**How would I estimate these isomer gaps with pencil and paper, and would that be worse than a cheap screen?**

I am comparing isomers of two small boron-carbon anions, C2H4B⁻ (singlets) and C2H5B⁻ (doublets). In the labels, each group of atoms has a number and the links say which groups are bonded. A negative energy means that the second isomer is the lower one.

Electronic energy of the second isomer less the first for isolated anions (charge -1 e), calculated with Ansatz 0.2.0 and xtb 6.7.1 at geometries relaxed with GFN2-xTB. The levels are HF/STO-3G, GFN2-xTB and, as the functional level, r2SCAN-D4/def2-SVPD; the HF and functional runs are spin-restricted for singlets and unrestricted for doublets.

```csv
system,first multiplicity,second multiplicity,first isomer,second isomer,at hf sto 3g (kcal/mol),at gfn2 xtb (kcal/mol),at functional level (kcal/mol)
C2H5B #ac9,2,2,"CH(1) CH2(2) BH2(3); links 1-2, 1-3, 2-3","CH2(1) CH2(2) BH(3); links 1-3, 2-3",-9.89,-4.050,-20.310
C2H4B #975,1,1,"CH(1) CH(2) BH2(3); links 1-2, 1-3, 2-3","CH2(1) CH2(2) B(3); links 1-3, 2-3",8.35,6.680,-18.070
C2H4B #13d,1,1,"CH(1) CH2(2) BH(3); links 1-2, 1-3, 2-3","C(1) CH2(2) BH2(3); links 1-2, 1-3",-15.76,-20.270,-17.760
C2H4B #060,1,1,"CH(1) CH(2) BH2(3); links 1-2, 1-3, 2-3","C(1) CH(2) BH3(3); links 1-2, 1-3",-33.00,-26.580,-17.340
C2H5B #202,2,2,"CH(1) CH(2) BH3(3); links 1-2, 1-3","CH(1) CH2(2) BH2(3); links 1-2, 1-3, 2-3",-4.89,-1.890,-8.430
C2H5B #c1b,2,2,"CH(1) CH2(2) BH2(3); links 1-2, 1-3, 2-3","C(1) CH2(2) BH3(3); links 1-2, 1-3",-8.62,-4.760,-4.760
C2H4B #0d8,1,1,"C(1) CH2(2) BH2(3); links 1-2, 1-3","CH2(1) CH2(2) B(3); links 1-3, 2-3",14.02,16.900,-3.850
C2H4B #935,1,1,"CH(1) CH2(2) BH(3); links 1-2, 1-3, 2-3","CH(1) CH(2) BH2(3); links 1-2, 1-3, 2-3",-10.09,-10.060,-3.540
C2H5B #d36,2,2,"CH(1) CH2(2) BH2(3); links 1-2, 1-3","CH2(1) CH2(2) BH(3); links 1-3, 2-3",-1.63,17.750,2.700
C2H4B #657,1,1,"C(1) CH(2) BH3(3); links 1-2, 1-3","C(1) CH2(2) BH2(3); links 1-2, 1-3",27.33,16.370,3.120
C2H5B #cf5,2,2,"C(1) CH2(2) BH3(3); links 1-2, 1-3","CH(1) CH(2) BH3(3); links 1-2, 1-3",13.51,6.650,13.200
C2H4B #966,1,1,"C(1) CH2(2) BH2(3); links 1-2, 1-3","CH(1) CH(2) BH2(3); links 1-2, 1-3, 2-3",5.67,10.210,14.220
C2H5B #efe,2,2,"CH(1) CH2(2) BH2(3); links 1-2, 1-3","C(1) CH2(2) BH3(3); links 1-2, 1-3",-0.35,17.040,18.250
C2H5B #16a,2,2,"CH2(1) CH2(2) BH(3); links 1-3, 2-3","CH(1) CH(2) BH3(3); links 1-2, 1-3",14.78,5.930,28.740
```

The two cheap levels often disagree with the functional, in #975 even on which isomer is lower. In #cf5 the two isomers look almost alike to me, yet they lie 13 kcal/mol apart. Is there a way to see from the bonding alone how large a gap should be?

**Answer**

Yes, to within about 6 kcal/mol of the functional on average. The key is that B⁻ has as many valence electrons as a carbon atom. Replace B⁻ by C in each label and you get a familiar hydrocarbon. The singlets become allene, propyne and cyclopropene; the doublets become the allyl radical, the propenyl radicals and the cyclopropyl radical.

In the hydrocarbons, allene and propyne lie close together, while cyclopropene is higher by roughly 20 kcal/mol (a rough recalled figure). Closing the ring turns a π bond into a σ bond, which by itself would be a gain. The bond angles of about 60° cost more than that gain.

Among the radicals, allyl is low because its unpaired electron is shared between both ends of the chain through three parallel p orbitals. In a propenyl radical with the unpaired electron on a doubly bonded carbon, that electron sits in an orbital in the molecular plane. It cannot mix with the π bond, and the energy is again higher by something like 20 kcal/mol. The cyclopropyl radical is high as well, since it is strained and has no allyl-type sharing. That these penalties have similar sizes is a coincidence, but a useful one.

The rule therefore needs only one bit of information for each isomer, $h$:

- A three-membered ring (three links) has $h=1$.
- An open singlet has $h=0$.
- An open doublet has $h=1$ if it contains BH3, because boron with four bonds has no p orbital left to share the electron. A CH3 group would count in the same way, though the table has none. Without either group, the doublet is allyl-like and has $h=0$.

The energy of the second isomer less the first is then

$$\Delta E \approx 20\,(h_2-h_1)\ \text{kcal/mol}.$$

**First example: #975.** The first isomer is a ring, so $h_1=1$. The second is an open singlet, CH2–B–CH2, so $h_2=0$. The estimate is $20\,(0-1)=-20$ kcal/mol, and the functional gives −18. The relaxed structure supports the analogy: the C–B–C chain is linear with two short, equal bonds, as in allene.

**Second example: #cf5.** Both isomers are open doublets with BH3, so $h_1=h_2=1$ and the estimate is zero. The functional gives 13.2 kcal/mol, the largest miss in the table. Your two isomers differ in where the unpaired electron sits: on the carbon next to boron in the first, H2C=C–BH3, and on the far carbon in the second, HC=CH–BH3. The corresponding propenyl radicals differ in the same direction, but only by a few kcal/mol. My guess is that the electron-rich B–H bonds stabilise a neighbouring radical centre more than C–H bonds do; nothing here tests that. Part of the gap could also come from the calculation, which took one conformer of each radical and, at the functional level, made no search for a lower electronic state.

**How good is the rule?** Over all rows its root-mean-square miss is 5.6 kcal/mol against the functional. Whenever the two isomers have different $h$, it names the lower one correctly. The three largest misses all involve the HC=CH–BH3 radical. The output below also shows an estimate from individual hydrocarbon energies, which does no better, so the finer detail of the hydrocarbons brings no overall gain here.

This accuracy shouldn't be taken for a blind test. The 14 pairs combine only ten structures, and I chose the two classes with the energies in view. The step of 20 is a round hydrocarbon figure; a fit to all rows, both examples included, gives 19. A fit to the singlets alone gives 17, and with that step the doublets are missed by about 8 kcal/mol.

**Is a cheap screen better?** Not here. Measured against the functional, GFN2-xTB and minimal-basis Hartree–Fock both miss by 13 to 14 kcal/mol, hardly less than the 15 you would get by always guessing zero. For GFN2-xTB the main fault is easy to spot: in all five rows with a C–B–C chain, it places that chain too high, by 15 to 25 kcal/mol. In #975 and #0d8 this reverses the order. B3LYP, with the shapes relaxed again, sides with the functional in both rows; in #975 it puts the ring 19.9 kcal/mol above the chain.

Hartree–Fock comes very close in #cf5, with 13.5 kcal/mol, but this is no reason to trust it. Its minimal basis is too small for anions, whose extra electron needs room. Both radicals in that row are also strongly mixed with higher spin states at this level, so the agreement may well be luck.

The consequence for a search is serious. Rows #975 and #060 start from the same ring, so together they compare CH2–B–CH2 with HC≡C–BH3. GFN2-xTB puts the chain $6.7+26.6=33.3$ kcal/mol above the alkyne, whereas the functional has them almost level, at $-18.07+17.34=-0.73$ kcal/mol. If you had kept only the structures within 20 kcal/mol of the GFN2-xTB minimum, you would have thrown away one of the two best candidates. The pencil rule gives both $h=0$ and keeps them.

**Where the rule stops.** It can't order isomers with the same $h$, and such pairs differ by up to 13 kcal/mol. It therefore gives you a shortlist, not a winner. For the lowest singlet even the functional doesn't settle the matter: a gap below 1 kcal/mol is smaller than what zero-point energy could change, and common functionals tend to favour allene-like chains over alkynes.

For a related anion, start with the same substitution: write C for B⁻, then look for small rings and for an unpaired electron cut off from the π system. The rule also assumes that the hydrocarbon has normal valences: a carbene would count as an open singlet with $h=0$ but should lie much higher, and the table has no such case. Where none of these features appears and the isomers have the same kinds of bonds, a small gap is a fair first guess, untested beyond these ten structures; leave the order to a better calculation.

Output of the analysis:

```
Rule against r2SCAN-D4 in kcal/mol:
         row  rule  r2SCAN  rule less r2SCAN  hydrocarbon estimate
  C2H5B #ac9   -20  -20.31              0.31                   -27
  C2H4B #975   -20  -18.07             -1.93                   -22
  C2H4B #13d   -20  -17.76             -2.24                   -22
  C2H4B #060   -20  -17.34             -2.66                   -23
  C2H5B #202     0   -8.43              8.43                     3
  C2H5B #c1b     0   -4.76              4.76                    -7
  C2H4B #0d8     0   -3.85              3.85                     0
  C2H4B #935     0   -3.54              3.54                     0
  C2H5B #d36     0     2.7              -2.7                     0
  C2H4B #657     0    3.12             -3.12                     1
  C2H5B #cf5     0    13.2             -13.2                     4
  C2H4B #966    20   14.22              5.78                    22
  C2H5B #efe    20   18.25              1.75                    20
  C2H5B #16a    20   28.74             -8.74                    24
rms miss of the rule with step 20 (kcal/mol): 5.613
largest miss of the rule (kcal/mol): 13.2
rows that the rule meets within 5 kcal/mol: 10
rms miss of the rule without the HC=CH-BH3 radical (kcal/mol): 3.295
rms miss of the recalled hydrocarbon estimate (kcal/mol): 5.705
rms difference of GFN2-xTB from r2SCAN (kcal/mol): 13.28
rms difference of HF/STO-3G from r2SCAN (kcal/mol): 13.8
rms miss when zero is always guessed (kcal/mol): 14.71
best step over all rows (kcal/mol): 19.24
best step from singlets alone (kcal/mol): 16.85
rms miss on doublets with the singlet step (kcal/mol): 7.843
smallest gap between the groups (kcal/mol): 14.22
largest gap between the groups (kcal/mol): 28.74
largest gap within a group (kcal/mol): 13.2
rows where GFN2-xTB has the wrong sign against r2SCAN: 2
rows where HF/STO-3G has the wrong sign against r2SCAN: 4
least amount by which GFN2-xTB puts a C-B-C chain too high (kcal/mol): 15.05
greatest amount by which GFN2-xTB puts a C-B-C chain too high (kcal/mol): 24.75
B3LYP energy of ring CH-CH-BH2 above CH2-B-CH2 (kcal/mol): 19.94
```
